**Question**

The depletion approximation ends the space-charge region with a step: no carriers on one side, neutral material on the other. What does the edge really look like? I have read that it is "a few Debye lengths wide" and the same for every junction. Can this be derived, where exactly does one put the edge if it is smeared, and how much does it matter for silicon doped at 10¹⁵ cm⁻³ under 10 V reverse bias?

**Answer**

The edge obeys a differential equation without parameters, so its shape is universal when lengths are measured in Debye lengths. It is Gaussian on the depleted side and exponential on the neutral side. Doping and temperature set only the scale, and the bias only moves the layer.

**1. Premises**

Take the n side of a junction, in one dimension, with x increasing from the junction toward the neutral bulk, and q > 0.

(a) Uniform, fully ionised donors of density N, treated as a continuum.
(b) Non-degenerate electrons with a flat quasi-Fermi level across the edge (exact at equilibrium, tested for reverse bias in section 7).
(c) Holes and deep traps carry negligible charge near the edge.
(d) Uniform permittivity ε, and a neutral bulk many Debye lengths thick.

For a p side, exchange electrons with holes and reverse the sign of the potential.

**2. The equation**

Define the band bending in thermal units, v = q(φ_bulk − φ)/kT ≥ 0. By (b), n = N exp(−v). Poisson's equation φ'' = −q(N − n)/ε becomes

d²v/dx² = (q²N/εkT)(1 − e^(−v)).

With the extrinsic Debye length L_D = (εkT/q²N)^(1/2) as the unit of length, and primes now meaning derivatives in that unit,

v'' = 1 − e^(−v).

Multiply by v' and integrate from the bulk, where v = v' = 0:

½ v'² = v − 1 + e^(−v), so v' = −p(v), with p(v) = [2(v − 1 + e^(−v))]^(1/2).

The minus sign holds because v falls toward the bulk; p is the field magnitude in units of kT/qL_D. This is a first-order autonomous equation, so all its solutions with v > 0 are translates of one curve. That is the universality. Only the origin remains to be fixed.

**3. The charge-equivalent edge**

Let y be the position in units of L_D, with y = 0 chosen so that the electrons found at y < 0 equal the electrons missing at y > 0:

∫(−∞ to 0) e^(−v) dy = ∫(0 to ∞) (1 − e^(−v)) dy.

A step placed at y = 0 then holds the same total charge as the true profile. Integrating the equation from y to ∞ gives p = ∫(y to ∞)(1 − e^(−v)) dy′, and with the condition above this is −y plus the electrons lying to the left of y. Changing variable with dy′ = −du/p(u),

y(v) = −p(v) + ∫(v to ∞) e^(−u) du/p(u). (1)

As a test, dp/dv = (1 − e^(−v))/p, so dy/dv = −(1 − e^(−v))/p − e^(−v)/p = −1/p, as required. Equation (1) is the exact profile.

**4. The two asymptotes**

Depleted side. For large v the integral in (1) and the e^(−v) inside p are exponentially small, so y² = 2(v − 1):

v = 1 + y²/2, n = (N/e) exp(−y²/2).

The abrupt model gives v = y²/2. The extra 1 is a potential step kT/q across the dipole formed by the spilled electrons and the donors they left. To find the first correction, put v = 1 + y²/2 + δ. Then δ'' = −exp(−1 − y²/2), and two integrations from −∞ give

δ = −(1/e)[exp(−y²/2) − |y|(π/2)^(1/2) erfc(|y|/√2)],

which is −0.0078 at y = −2 and tends to −exp(−1 − y²/2)/y² deeper in.

Neutral side. For small v the equation is v'' = v, so v = A e^(−y) and N − n = N A e^(−y). The constant is ln A = lim(v→0) [y + ln v]. In (1), p → 0. Add and subtract e^(−u)/u in the integrand and use ∫(v to ∞) e^(−u) du/u = −ln v − γ + O(v), with Euler's constant γ = 0.5772:

ln A = −γ + ∫(0 to ∞) e^(−u) f(u) du, f(u) = 1/p(u) − 1/u.

The integrand is regular. From p² = u²(1 − u/3 + u²/12 − u³/60 + u⁴/360 − …) the binomial series gives

f(u) = 1/6 − u²/1080 + u³/12960 + …,

with no linear term. Numerical quadrature gives 0.1653 for the integral, hence

ln A = −0.4119, A = 0.6624.

A second route integrates dy/dv = −1/p directly, subtracting each asymptote where it applies. Integrating inward from large v gives y(1) = ∫(1 to ∞) {1/p − [2(u − 1)]^(−1/2)} du = −0.5783. Continuing to small v gives ln A = y(1) + ∫(0 to 1) f du, and the last integral is 0.1664. The sum is again −0.4119.

Since −1/p = −1/v − f, the profile can also be written exactly as

y = ln A − ln v − ∫(0 to v) f du. (2)

Keeping f = 1/6 yields v e^(v/6) = A e^(−y), which reproduces y to 3×10⁻⁴ up to v = 1.

The profile from (1), with the position that the nearer asymptote would give:

n/N = 0.01: y = −2.686 (Gaussian form −2.685)
n/N = 0.10: y = −1.627 (Gaussian form −1.614)
n/N = 0.50: y = −0.161 (exponential form −0.045)
n/N = 0.90: y = 1.821 (exponential form 1.838)
n/N = 0.99: y = 4.187 (exponential form 4.188)

Here v = ln(N/n), the Gaussian form is y = −[2(v − 1)]^(1/2), and the exponential form is y = ln(A/v). At the edge itself v = 0.599, n = 0.549 N and p = 0.545. Neither asymptote is good there: they give n/N = 1/e = 0.368 and v = 0.662. By (1), p at y = 0 equals the spilled charge, so 0.545 N L_D electrons per unit area have crossed the edge. The profile is skewed, with the long tail on the neutral side.

**5. Width of the edge**

The 10 to 90 per cent width, from the unrounded positions, is 3.45 L_D. The rms width is exact. Treat d(n/N)/dy as a normalised distribution of edge positions, and let Δ = (1 − n/N) − θ(−y) be the departure of the charge from a step (θ is the unit step function). Section 3 says ∫Δ dy = 0, and one integration by parts shows that the mean position is zero. For the variance, integrate by parts from a large depth −Y, where v' = −Y and v = 1 + Y²/2:

∫(−Y to ∞) y v'' dy = [y v' − v] = −Y² + 1 + Y²/2 = 1 − Y²/2.

The step alone contributes −Y²/2, so ∫ yΔ dy = 1. This is the dipole moment behind the extra kT/q. Integrating by parts once more, ∫ yΔ dy = −½∫ y² Δ′ dy = ½∫ y² d(n/N), because the delta function in Δ′ sits at y = 0. Hence ⟨y²⟩ = 2, and the rms width is √2 L_D.

**6. Connection to the depletion width**

Let V be the total band bending between the bulk and a boundary plane (a metal contact, say), V = V_bi + V_R, and U = qV/kT ≫ 1. The plane lies at y = −W/L_D, and the depleted asymptote gives

W = L_D [2(U − 1)]^(1/2) = [2ε(V − kT/q)/qN]^(1/2).

The abrupt model gives W₀ = L_D (2U)^(1/2), so

L_D/W₀ = (kT/2qV)^(1/2).

This is the relative width in the sense of the scale L_D. The rms width relative to W₀ is (kT/qV)^(1/2), and the 10 to 90 per cent width is 3.45 (kT/2qV)^(1/2). The shift of the edge is of second order in the same small quantity: (W₀ − W)/W₀ ≈ 1/2U = (L_D/W₀)². The first-order term is absent because the edge was defined by charge balance.

The charge per area is Q = qN L_D p(U), so the quasi-static capacitance is C = dQ/dV = (ε/L_D)(1 − e^(−U))/p(U) → ε/W. A plot of 1/C² against V_R keeps its slope 2/qεN, and its intercept gives V_bi − kT/q in place of V_bi.

**7. Range of validity**

Band bending. The Gaussian side needs room to develop, so U must be at least a few; the corrections are of order e^(−U). Equations (1) and (2) hold for any U > 0 as slices of the same curve.

Flat quasi-Fermi level. A current density J tilts the level by |dE_Fn/dx| = J/(μn). With D = μkT/q and J₀ = qND/L_D, the accumulated change in units of kT is (J/J₀)∫e^v dy ≈ (J/J₀) e^v/p. The Boltzmann form, and with it the Gaussian tail, ends where this reaches 1. Deeper in, n is set by the current, but it is far too small to affect the electrostatics.

Minority carriers at the junction. In an abrupt p⁺n junction the shape of the edge survives, but the offset "−1" in W does not. Let r = N_A/N ≫ 1, w = U − v, and hole density N_A e^(−w). The first integrals near the junction are ½v'² = v − 1 + r e^(−w) on the n side and ½v'² = r(w − 1 + e^(−w)) on the p side. Continuity of the field gives v_j − 1 = r(w_j − 1), or w_j = 1 + (U − 2)/(r + 1). For illustrative values U = 400 and r = 1000, w_j = 1.40, and the hole term at the junction is 247 against v_j − 1 = 398, a ratio b = 0.62. The higher field there shortens the distance ∫dv/|v'| as if the bending were smaller by ∫(0 to ∞)[1 − (1 + b e^(−s))^(−1/2)] ds = 2 ln{[1 + (1 + b)^(1/2)]/2} = 0.26, where s = w − w_j and v − 1 is held fixed over these few units. The distance from the metallurgical junction to the edge is then L_D[2(U − 2.7)]^(1/2).

Discrete donors. In the neutral region, randomly placed donors, each with a screened potential (l/ρ)e^(−ρ/L_D) at distance ρ, where l = q²/4πεkT = 1/(4πN L_D²), give a variance ⟨δv²⟩ = N∫(l/ρ)² e^(−2ρ/L_D) 4πρ² dρ = 2πN l² L_D = 1/(8πN L_D³). This must be small, and the profile is a lateral average. Screening is weaker on the depleted side, so the fluctuations there are larger.

The result also fails for degenerate doping, carrier freeze-out, traps comparable with N, doping that varies within L_D, punch-through to a substrate within a few L_D of the edge, and breakdown.

**8. Illustration: n-Si, 10¹⁵ cm⁻³, 10 V reverse bias, 300 K**

Use the compiled static dielectric constant 11.7 (Ioffe Institute) and gap 1.12 eV (Wing 2021). Take a Schottky contact with an illustrative barrier of 0.80 eV and a typical N_c ≈ 2.8×10¹⁹ cm⁻³. Then kT/q = 25.85 mV, E_c − E_F = kT ln(N_c/N) = 0.265 eV, V_bi = 0.535 V, V = 10.535 V and U = 407.5. The numbers below are the model's.

L_D = 129 nm, field unit kT/qL_D = 2.00 kV/cm.
W = 28.5 L_D = 3.69 μm, C = 2.81 nF/cm², peak field 57.0 kV/cm.
W₀ − W = 4.5 nm, or 0.12 per cent.
L_D/W₀ = 3.5 per cent.
rms width 183 nm, 5.0 per cent of W₀.
10 to 90 per cent width 446 nm, 12 per cent of W₀.
Spilled electrons 7.0×10⁹ cm⁻², against NW = 3.7×10¹¹ cm⁻², or 1.9 per cent.
Field at the charge-equivalent edge 1.09 kV/cm, where the abrupt model has zero.

The 4.5 nm shift is smaller than the effect of the assumed barrier: a change of 0.05 eV moves W by about 9 nm. The widths in nanometres depend only on L_D and not on the barrier.

The premises can be checked with the same inputs. With an approximate donor level of 45 meV and degeneracy 2, the un-ionised fraction is 2(N/N_c)exp(E_d/kT) = 4×10⁻⁴. With N_v ≈ 3×10¹⁹ cm⁻³ (approximate), holes in equilibrium with the metal reach N_v exp[−(1.12 − 0.80) eV/kT] = 1.3×10¹⁴ cm⁻³ at the surface, which adds 0.13 to ½v'² there, a relative change of 3×10⁻⁴. With a typical D ≈ 35 cm²/s, J₀ = 4.3×10² A/cm², and for an assumed leakage of 1 μA/cm² the Gaussian tail holds to v ≈ 22, y ≈ −6.4; the loss of mobility at high field changes this only logarithmically. The weakest premise is the continuum: the donors are N^(−1/3) = 100 nm apart, N L_D³ = 2.16, and ⟨δv²⟩ = 0.018, an rms of 0.14 kT. Averaging e^(−v) over such fluctuations brings corrections of relative order ⟨δv²⟩/2, about one per cent, so for the real crystal the widths above hold to about two figures: an edge some 0.45 μm wide on a depleted layer of 3.7 μm.